# Charged-phonon theory of infrared intensity and asymmetry

In a metal or semimetal, a zone-centre phonon drags electronic current with it, and that current can absorb at the phonon frequency. The ionic charge is then replaced by a complex function $Z(\omega)$, which fixes both the strength of the line in $\mathrm{Re}\,\sigma(\omega)$ and its Fano asymmetry. The idea of the charged phonon is due to Rice (1976). Its link to the line shape of Fano (1961) was worked out for bilayer graphene by Cappelluti, Benfatto and Kuzmenko (2010).

## Premises and conventions

1. The crystal has $N$ cells of volume $v$, with $V=Nv$. A uniform transverse field $E=-\dot A$ points along $x$. Fields vary as $e^{-i\omega t}$, so $E=i\omega A$. The response is linear, and $e>0$.
2. One infrared-active mode is near the frequency of interest. It has a uniform amplitude $u$ (a length), mass $\mu$ per cell, bare frequency $\Omega$ and bare ionic charge $Z_0e$ per cell.
3. The Hamiltonian is
$$H=H_e(A)+u\,\hat F(A)+N\left[\frac{(p-Z_0eA)^2}{2\mu}+\frac{\mu\Omega^2u^2}{2}\right].\tag{1}$$
$H_e$ holds the electrons, their interactions, disorder and all other phonons. $-\hat F$ is the force that they exert on $u$. The average of the coupling of order $u^2$ is absorbed in $\Omega^2$, and $\langle\hat F\rangle=0$ at $u=0$.
4. The equilibrium state is invariant under time reversal $T$.
5. Response functions are retarded, $\chi_{ab}(\omega)=-\frac{i}{\hbar}\int_0^\infty dt\,e^{i\omega t}\langle[\hat a(t),\hat b(0)]\rangle$, taken with $H_e(0)$. A perturbation $\hat b\,g(t)$ gives $\delta\langle\hat a\rangle=\chi_{ab}\,g$. $E$ is the macroscopic field.

The coordinate $u$ is shared by $N$ cells, so its fluctuations scale as $N^{-1/2}$. The equation of motion of $\langle u\rangle$ therefore closes on itself as $N\to\infty$.

## Step 1: eliminate the phonon

Expand $H_e(A)=H_e-\hat JA+\tfrac12\hat KA^2$, where $\hat J$ is the electronic current summed over the volume. The electrons feel the perturbation $-\hat JA+\hat Fu$, so
$$\delta\langle J\rangle=-(\chi_{JJ}+\langle \hat K\rangle)A+\chi_{JF}\,u,\qquad \delta\langle F\rangle=-\chi_{FJ}A+\chi_{FF}\,u.\tag{2}$$
The mixed term $uA\,\partial\hat F/\partial A$ would add its average to both cross terms. Time reversal sends $A\to-A$ and leaves $\hat F(0)$ unchanged, so $\partial\hat F/\partial A$ is odd under $T$ and its average vanishes by premise 4.

Hamilton's equations for (1) give $N\mu\ddot u=-N\mu\Omega^2u-\delta\langle F\rangle+NZ_0eE$. Inserting (2) and $E=i\omega A$,
$$u=-\mathcal D\,X_{FJ}\,A,\qquad \mathcal D(\omega)=\frac{1}{N\mu\,[\omega^2-\Omega^2-\Pi(\omega)]},\qquad \Pi=\frac{\chi_{FF}}{N\mu},\tag{3}$$
with $X_{FJ}=\chi_{FJ}+i\omega NZ_0e$. $\mathcal D$ is the dressed retarded propagator of $u$, and $\Pi$ is its self-energy. The total current is $\delta\langle J\rangle+NZ_0e\,\dot u$. Its part proportional to $u$ is $X_{JF}\,u$, with $X_{JF}=\chi_{JF}-i\omega NZ_0e$. The phonon thus adds $-X_{JF}\mathcal DX_{FJ}A$ to the current. Comparison with (2) and division by $VE$ give
$$\Delta\chi_{JJ}=X_{JF}\,\mathcal D\,X_{FJ},\qquad \sigma=\sigma_e+\Delta\sigma,\qquad \Delta\sigma=\frac{i\,\Delta\chi_{JJ}}{\omega V},\tag{4}$$
where $\sigma_e=i(\chi_{JJ}+\langle\hat K\rangle)/\omega V$ is the background. Light drives the electrons, they push the phonon, and the phonon drives an electronic current.

## Step 2: time reversal and the dynamical charge

Insert the eigenstates $|n\rangle$ of $H_e$, with energies $E_n$ and Boltzmann weights $p_n$, into premise 5 and do the time integral:
$$\chi_{ab}(\omega)=\sum_{nm}\frac{(p_n-p_m)\,a_{nm}b_{mn}}{\hbar\omega+E_n-E_m+i0}.\tag{5}$$
Under $T$, matrix elements obey $a_{\bar n\bar m}=\pm a_{nm}^*$, with the upper sign for $\hat F$ and the lower for $\hat J$. The partners $\bar n,\bar m$ have the same energies and weights. Hence $J_{\bar n\bar m}F_{\bar m\bar n}=-(J_{nm}F_{mn})^*$, and averaging each term with its partner replaces $J_{nm}F_{mn}$ by $iM_{nm}$, where $M_{nm}=\mathrm{Im}(J_{nm}F_{mn})=-M_{mn}$. In $\chi_{FJ}$ the product is the complex conjugate, which gives the Onsager relation $\chi_{FJ}=-\chi_{JF}$.

Combine the terms $(n,m)$ and $(m,n)$ for each pair with $\Delta=E_m-E_n>0$. Both $p_n-p_m$ and $M$ change sign, so the pair gives
$$i(p_n-p_m)M_{nm}\left[\frac{1}{\hbar\omega-\Delta}+\frac1{\hbar\omega+\Delta}\right]=-i\omega\,\frac{2\hbar\,(p_n-p_m)M_{nm}}{\Delta^2-(\hbar\omega)^2}.$$
The factor $-i\omega$ is that of the ionic current. Both cross terms then depend on one function,
$$X_{JF}=-i\omega NeZ(\omega),\qquad X_{FJ}=+i\omega NeZ(\omega),\tag{6}$$
$$Z(\omega)=Z_0+\int_0^\infty d\varepsilon\,\frac{s(\varepsilon)\,\varepsilon^2}{\varepsilon^2-(\hbar\omega+i0)^2},\qquad s(\varepsilon)=\frac{2\hbar}{Ne\,\varepsilon^2}\sum_{\rm pairs}(p_n-p_m)M_{nm}\,\delta(\varepsilon-\Delta).\tag{7}$$
With $Z=Z'+iZ''$ and $\omega>0$, $Z'$ is the principal value of (7). Since $\mathrm{Im}\,[\varepsilon^2-(\hbar\omega+i0)^2]^{-1}=\pi\delta(\varepsilon-\hbar\omega)/2\hbar\omega$,
$$Z''(\omega)=\tfrac{\pi}{2}\,\hbar\omega\,s(\hbar\omega).\tag{8}$$
Virtual transitions at all energies build $Z'$. Only real transitions at $\hbar\omega$ build $Z''$.

**Phase convention.** Without absorption $X_{JF}$ is purely imaginary. The mixed response whose real part gives the intensity carries a factor $i$: $\chi_{jp}\equiv iX_{JF}$ and $\chi_{pj}\equiv-iX_{FJ}$. Then $\chi_{jp}=\chi_{pj}=\omega NeZ$ and $\Delta\chi_{JJ}=\chi_{jp}\mathcal D\chi_{pj}$. The product is the square of $\chi_{jp}$, not its squared modulus. Equations (3), (4) and (6) give
$$\Delta\sigma(\omega)=\frac{e^2}{v\mu}\,\frac{i\omega\,Z(\omega)^2}{\omega^2-\Omega^2-\Pi(\omega)}.\tag{9}$$
For real constant $Z$ and $\Pi=-i\Gamma\omega$ this is the Lorentz oscillator.

**Independent electrons.** For Bloch electrons in a clean crystal, $n,m$ label bands at one $\mathbf k$ and $p_n-p_m$ becomes the difference of Fermi factors. Since $M_{nn}=0$, only interband transitions contribute. A transition counts only if both $J_{nm}$ and $F_{mn}$ are nonzero. $M_{nm}$ has either sign, so $s$ can cancel across the Brillouin zone even where the background absorbs strongly. Temperature and doping enter through the Fermi factors and the bands.

## Step 3: expand at the resonance

Define $\omega_0^2=\Omega^2+\mathrm{Re}\,\Pi(\omega_0)$ and $\Gamma=-\mathrm{Im}\,\Pi(\omega_0)/\omega_0$. By (5), $\mathrm{Im}\,\chi_{FF}\le0$ for $\omega>0$, so $\Gamma\ge0$. Assume $\Gamma\ll\omega_0$ and freeze $Z$ and $\Pi$ at $\omega_0$. With $z=2(\omega-\omega_0)/\Gamma$, the denominator of (9) is $2\omega_0(\omega-\omega_0)+i\omega_0\Gamma=\omega_0\Gamma(z+i)$. Because $i/(z+i)=(1+iz)/(1+z^2)$,
$$\Delta\sigma=\sigma_1\,Z^2\,\frac{1+iz}{1+z^2},\qquad\sigma_1=\frac{e^2}{v\mu\Gamma}.$$
Inserting $Z^2=Z'^2-Z''^2+2iZ'Z''$,
$$\mathrm{Re}\,\Delta\sigma=\sigma_1\,\frac{Z'^2-Z''^2-2Z'Z''z}{1+z^2}.\tag{10}$$
Taking out $Z'^2$ gives the result:
$$\boxed{\mathrm{Re}\,\Delta\sigma=\frac{2W}{\pi\Gamma}\,\frac{q^2-1+2qz}{q^2(1+z^2)}},\qquad q=-\frac{\mathrm{Re}\,\chi_{jp}}{\mathrm{Im}\,\chi_{jp}}\bigg|_{\omega_0}=-\frac{Z'}{Z''},\qquad W=\frac{\pi e^2Z'^2}{2v\mu}.\tag{11}$$
The choice $u\to-u$ flips $Z$ and leaves $q$ and $W$ unchanged. For $|q|\to\infty$ the line is a Lorentzian of full width $\Gamma$ and area $W$. For $q\to0$, $W$ vanishes while $W/q^2=\pi e^2Z''^2/2v\mu$ stays finite, and the line is an inverted Lorentzian.

**Extrema.** Since $q^2-1+2qz=(q+z)^2-(1+z^2)$,
$$\mathrm{Re}\,\Delta\sigma=\sigma_1Z''^2\left[\frac{(q+z)^2}{1+z^2}-1\right].\tag{12}$$
The derivative of the bracket is $2(q+z)(1-qz)/(1+z^2)^2$. The minimum is $-\sigma_1Z''^2$ at $z=-q$, and the maximum is $\sigma_1Z'^2$ at $z=1/q$. For $q<0$ the dip lies above $\omega_0$.

## Step 4: integrated weight

Integrate (10) over $|z|\le z_c$ with $d\omega=\Gamma\,dz/2$. The odd term cancels and the even term gives $2\arctan z_c$, which tends to $\pi$:
$$W'=\int d\omega\,\mathrm{Re}\,\Delta\sigma=\frac{\pi e^2}{2v\mu}\,(Z'^2-Z''^2)=W\left(1-\frac1{q^2}\right).\tag{13}$$
The weight is negative for $|q|<1$. The odd term falls only as $1/z$, so a window from $-z_1$ to $z_2$ adds $(W/\pi q)\ln[(1+z_2^2)/(1+z_1^2)]$. The window must be symmetric.

Two exact statements show that a negative weight is harmless.

**Positivity.** Let $S_{ab}=\sum_{\rm pairs}(p_n-p_m)\,a_{nm}b_{mn}\,\delta(\hbar\omega_0-\Delta)$. The weights $p_n-p_m$ are positive, so the Cauchy–Schwarz inequality gives $|S_{JF}|^2\le S_{JJ}S_{FF}$. From (4) and (5), $S_{JJ}=\omega_0V\,\mathrm{Re}\,\sigma_e/\pi$ and $S_{FF}=N\mu\omega_0\Gamma/\pi$. From (7) and (8), $|S_{JF}|=Ne\omega_0|Z''|/\pi$. Therefore
$$\sigma_1Z''^2\le\mathrm{Re}\,\sigma_e(\omega_0).\tag{14}$$
The dip in (12) is never deeper than the background. It is destructive interference between direct absorption into the continuum and absorption through the phonon.

**Sum rule.** $\Delta\sigma$ in (9) is causal. At high frequency $Z\to Z_0$ and $\Pi/\omega^2\to0$, so $\Delta\sigma\to ie^2Z_0^2/v\mu\omega$. The Kramers–Kronig relation then gives $\int_0^\infty d\omega\,\mathrm{Re}\,\Delta\sigma=\pi e^2Z_0^2/2v\mu$. Any difference between $W'$ and this value is compensated away from the line, where $Z$ depends on frequency. Weight moves between the line and the continuum, and none is created.

## Range of validity

- **Narrow line.** Keeping $\omega$ exact in (9), with $Z$ real and $\Pi$ frozen, multiplies the Lorentzian by $1+(\Gamma/2\omega_0)\,z/(1+z^2)$ to first order in $\Gamma/\omega_0$. Comparison with the factor $1+2z/q$ of (11) at large $|q|$ shows a false asymmetry of at most $1/q\simeq\Gamma/4\omega_0$.
- **Smooth $Z$.** A slope of real $Z$ multiplies the Lorentzian by $1+\Gamma z\,d\ln Z/d\omega$, which mimics $1/q=\tfrac{\Gamma}{2}\,d\ln Z/d\omega$. The result fails when a band edge lies within a few $\Gamma$ of $\omega_0$. For large $|q|$ the dip sits $|q|\Gamma/2$ from $\omega_0$ and is the first feature to lose accuracy.
- **Smooth $\Pi$.** A slope of $\mathrm{Re}\,\Pi$ divides $W$, $W'$ and the width by $1-\partial\,\mathrm{Re}\,\Pi/\partial\omega^2$ and leaves $q$ unchanged.
- **Isolated mode.** Modes of the same symmetry mix through off-diagonal $\Pi$. They must be separated by many widths.
- **Time reversal.** Step 2 also holds when $T$ times a lattice translation is a symmetry, because the uniform operators $\hat J$ and $\hat F$ commute with translations. In a ferromagnet or a magnetic field it needs re-examination.
- **Disorder.** Equations (5) to (14) keep their form, but scattering lets intraband processes enter $s$.
- **Observable.** Equation (11) describes $\mathrm{Re}\,\sigma$. A symmetric line in $\mathrm{Re}\,\sigma$ can look asymmetric in reflectivity.

## Illustration: the Fe–As $E_u$ mode of BaFe$_2$As$_2$

Tetragonal BaFe$_2$As$_2$ (space group $I4/mmm$) has two infrared-active $E_u$ modes. The upper one is mainly in-plane motion of Fe against As. Tetragonal symmetry decouples its $x$ and $y$ components. Below the structural and magnetic transition, typically near 140 K, the pair splits, and each component has its own $Z$. The stripe magnetic order is invariant under $T$ times a translation, so (11) applies to each.

**Inputs.** Approximate lattice constants $a=3.96$ Å and $c=13.0$ Å give a primitive cell $v=a^2c/2=101.9$ Å$^3$ with two Fe and two As atoms. Idealise the mode as rigid Fe against rigid As with Ba at rest, and let $u$ be their relative displacement. With masses 55.845 u and 74.922 u, $\mu=2m_{\rm Fe}m_{\rm As}/(m_{\rm Fe}+m_{\rm As})=64.0$ u. Take the typical values $\hbar\omega_0=32$ meV and $\hbar\Gamma=0.5$ meV. Then $\sigma_1=31.2$ S/cm, and the weight per unit $Z^2$ is $\tfrac\pi2\sigma_1\hbar\Gamma=24.5$ meV S/cm.

**Model continuum.** Let $s=s_0$ for $E_1<\varepsilon<E_2$ and zero elsewhere, and let $Z_0$ include all higher transitions. Using $\varepsilon^2/(\varepsilon^2-x^2)=1+\tfrac x2[(\varepsilon-x)^{-1}-(\varepsilon+x)^{-1}]$ with $x=\hbar\omega$, equations (7) and (8) give
$$Z'=Z_0+s_0\left[E_2-E_1+\frac x2\ln\left|\frac{(E_2-x)(E_1+x)}{(E_2+x)(E_1-x)}\right|\right],\qquad Z''=\frac\pi2\,s_0x\ \ \text{for } E_1<x<E_2.$$
The values $s_0=10$ eV$^{-1}$ and $E_2=150$ meV are assumed. $E_1$ stands for a gap or a Pauli-blocking edge. $\Gamma$ is held fixed across the rows, although opening the continuum would add to it; $q$ and $W'$ do not depend on $\Gamma$.

| Case | $E_1$ (meV) | $Z_0$ | $Z'$ | $Z''$ | $q$ | $\hbar W'$ (meV S/cm) | max (S/cm) | min (S/cm) |
|---|---|---|---|---|---|---|---|---|
| A, blocked | 45 | 1.2 | 2.465 | 0 | $\infty$ | 149 | 190 | 0 |
| B, open | 15 | 1.2 | 2.643 | 0.503 | $-5.26$ | 165 | 218 | $-8$ |
| C, cancelling | 15 | $-1.2$ | 0.243 | 0.503 | $-0.48$ | $-4.7$ | 1.8 | $-7.9$ |

In case A the continuum brightens the line without skewing it. In case B, $1/q^2=0.036$ and $\hbar W=171$ meV S/cm. The maximum lies at $-0.048$ meV and the dip at $+1.3$ meV relative to $\hbar\omega_0$. Its $Z'^2-Z''^2=6.73$ exceeds $Z_0^2=1.44$, and by the sum rule the excess is taken from the continuum. Case C only reverses the sign of $Z_0$ relative to $s_0$. The real part nearly cancels, and the line becomes a dip of negative weight. For a background taken as $\mathrm{Re}\,\sigma_e=1000$ S/cm, a typical order of magnitude, (14) requires $|Z''|\le5.7$, which all rows satisfy.

**Neglected terms.** The narrow-line term mimics $1/q=0.0039$. The slope of $Z'$ mimics $0.0019$ in case A and $-0.0005$ in case B. These are small against $1/|q|=0.19$ in case B, but in case A they are the entire asymmetry. In case C, $Z$ changes by a fraction $0.007$ over a half-width. The dip of case B is less accurate. Keeping $Z(\omega)$ and $\omega$ exact in (9) with $\Pi$ frozen, its depth is close to $\sigma_1Z''(\omega)^2\omega/\omega_0\propto\omega^3$. At the dip this is 12 per cent larger, and the minimum becomes about $-9$ S/cm. A sharp edge also needs $k_BT\ll|E_1-\hbar\omega_0|$, which is 13 meV or 151 K in case A. At 300 K, $k_BT=26$ meV, so the Fermi factors smear an edge set by Pauli blocking over a range comparable to $\hbar\omega_0$, and case A then acquires a finite $Z''$.

All numbers in the table are the model's, not the material's. $Z_0$, $s_0$ and $E_2$ were chosen so that cases A and B give what is typical of this mode in the undoped tetragonal compound, a line about 200 S/cm high and close to symmetric. That resemblance tests nothing. Case C does not describe this mode in the undoped compound, whose line is typically a peak of positive weight.